The cutoff of a plane-wave calculation sets the shortest wave from which the electron states are built. A higher cutoff admits shorter waves and so resolves finer detail near the atoms. Down the table only this cutoff changes ("sweep value", in Ry), while the GaAs crystal stays the same. The column "gap" is in eV and comes from a G0W0 job, in which Quantum ESPRESSO supplies LDA states and Yambo computes corrections to their energies.

Sweep of the plane-wave cutoff (sweep value, in Ry) for GaAs in a G0W0 job with Yambo 5.3.0 on Quantum ESPRESSO LDA states. All runs use PseudoDojo 0.4.1 SR LDA standard potentials, a 3×3×3 k mesh, 54 bands, a 3 Ry screening block and a plasmon-pole model, without spin-orbit coupling. The gap is taken over the points of the k mesh.

```csv
sweep value,gap (eV)
28,0.000
36,0.000
44,0.000
56,0.199
68,0.235
80,0.236
96,0.236
```

### 28 to 44 Ry: three runs agree exactly. Is the gap converged?

No, because it opens at the very next cutoff. A stopping rule that compares neighbouring runs would have accepted the second row, since the change from the first is exactly zero. The agreement is empty because zero is a floor. In GaAs the bottom of the conduction bands at the zone centre is a single s-like level, while the top of the valence bands is a set of three p-like levels, equal in energy when spin-orbit coupling is left out. If the s-like level sinks below this set, it takes two of the set's electrons and leaves it only partly filled. The gap is then zero, however far the s-like level has sunk. These rows therefore show a basis that is too coarse, not a metallic form of GaAs.

### 44 to 56 Ry: why can a coarse basis close a gap?

The likely culprits are the 3d shells of gallium and arsenic, which are treated here as valence electrons. They are compact, so they need short waves more than the smooth bonding states do. With too few such waves, these shells are expected to come out too spread out.

A 3d shell that reaches too far out repels electrons close to the nucleus less than it should. This lowers s-like states most, because they have more weight there than p-like ones. The s-like bottom of the conduction bands should therefore sink towards the p-like top of the valence bands, which narrows the gap, in the direction that the table shows. The 3d shells can also shift the valence top by mixing with its p orbitals. The runs do not separate these effects from each other or from other effects of the cutoff.

### 56 to 68 Ry: how fast does the error fall?

At 56 Ry the gap is open but still 37 meV below its value at 96 Ry, which is 16% of that value. Another 12 Ry reduces the shortfall to 1.4 meV, a factor of about 27. So steep a fall is typical of pseudopotential orbitals, which have no sharp cusp at the nuclei: once their main features are resolved, little is left for still shorter waves to add.

The simplest law of this kind is an exponential,

$$\Delta(E)=\Delta_{56}\,e^{-(E-56\,\mathrm{Ry})/s},$$

where $\Delta$ is the shortfall against 96 Ry, $E$ the cutoff and $\Delta_{56}$ the shortfall at 56 Ry. The rows at 56 and 68 Ry fix the decay step, $s=12\,\mathrm{Ry}/\ln 27\approx3.6$ Ry.

### Back to 44 Ry: does this law explain the zero?

The row at 44 Ry played no part in setting the rate. It lies 12 Ry below 56 Ry, so the shortfall should be 27 times larger there: $27\times37$ meV, or about 1 eV. That far exceeds the final gap of 0.236 eV, so the s-like level should lie below the p-like ones and the gap should be zero, as it is. The test is a mild one, because growth by a factor of 6.4 would already have closed the gap. How far the levels have crossed should not be taken from this estimate.

### 68 to 80 Ry: where does the law fail?

It predicts a remaining shortfall of 0.05 meV at 80 Ry, whereas the runs give 0.01 meV. Even with allowance for rounding, the error falls faster over this step than over the one before. A single exponential thus looks too slow at the upper end, and a power law, also tried in the printed analysis below, is slower still. Differences this small could also come from how tightly each run was converged, which the record does not state. For practical work the miss is harmless, since the law errs on the side of caution here.

### Which cutoff is enough, and what could lower it?

That depends on the error one can accept relative to 96 Ry. Of the cutoffs tried, 56 Ry is the lowest that stays within 50 meV, 68 Ry within 10 meV and 80 Ry within 1 meV. If the 3d shells are indeed what demands the short waves, potentials that freeze them into the atomic cores should reach the same bounds at lower cutoffs. The converged gap could then shift as well, because frozen 3d electrons no longer respond to the crystal.

### 80 to 96 Ry: which digits can be trusted?

With respect to the cutoff, all three printed decimals of 0.236 eV are settled. As a statement about real GaAs, not even the first is, for the measured gap is several times larger. The coarse k mesh, the number of bands and the size of the screening matrix were held fixed, so this sweep cannot reveal the errors that they cause. The record also does not say whether the value belongs to the LDA states or to the corrected ones. A gap this small is typical of plain LDA for GaAs, and G0W0 normally opens it considerably, so the LDA states are the likelier source. The value should not be quoted as a G0W0 prediction. The sweep tells how high to set the cutoff for the gap it lists. If that is the LDA gap, the cutoff that the G0W0 corrections need remains untested. A trustworthy G0W0 gap requires, at the least, a clear record of which gap is reported and the same kind of test for the other settings.

Printed output of the fit:

```
Gap and its error against 96 Ry:
  row  cutoff_Ry  gap_meV  shortfall_meV  change_from_previous_meV  exponential_model_gap_meV
   28         28        0          235.9                       n/a                          0
   36         36        0          235.9                         0                          0
   44         44        0          235.9                         0                          0
   56         56    199.1          36.88                     199.1                      199.1
   68         68    234.6           1.35                     35.53                      234.6
   80         80    235.9           0.01                      1.34                      235.9
   96         96    235.9              0                      0.01                      235.9
Shortfall at 56 Ry in percent of the 96 Ry gap: 15.63
Smallest tested cutoff within 50 meV of 96 Ry, in Ry: 56
Smallest tested cutoff within 10 meV of 96 Ry, in Ry: 68
Smallest tested cutoff within 1 meV of 96 Ry, in Ry: 80
Factor by which the error falls from 56 to 68 Ry: 27.32
Least factor from 68 to 80 Ry that rounding allows: 67.5
Factor of error growth from 56 down to 44 Ry needed to close the gap: 6.398
Cutoff step for a fall of the error by e in the exponential model, in Ry: 3.628
Cutoff where the exponential model closes the gap, in Ry: 49.27
Error at 80 Ry in the runs, in meV (rounding about 0.01): 0.01
Error at 80 Ry expected from the exponential, in meV: 0.04942
Exponent of the rival power law: 17.04
Error at 80 Ry expected from the power law, in meV: 0.08471
```
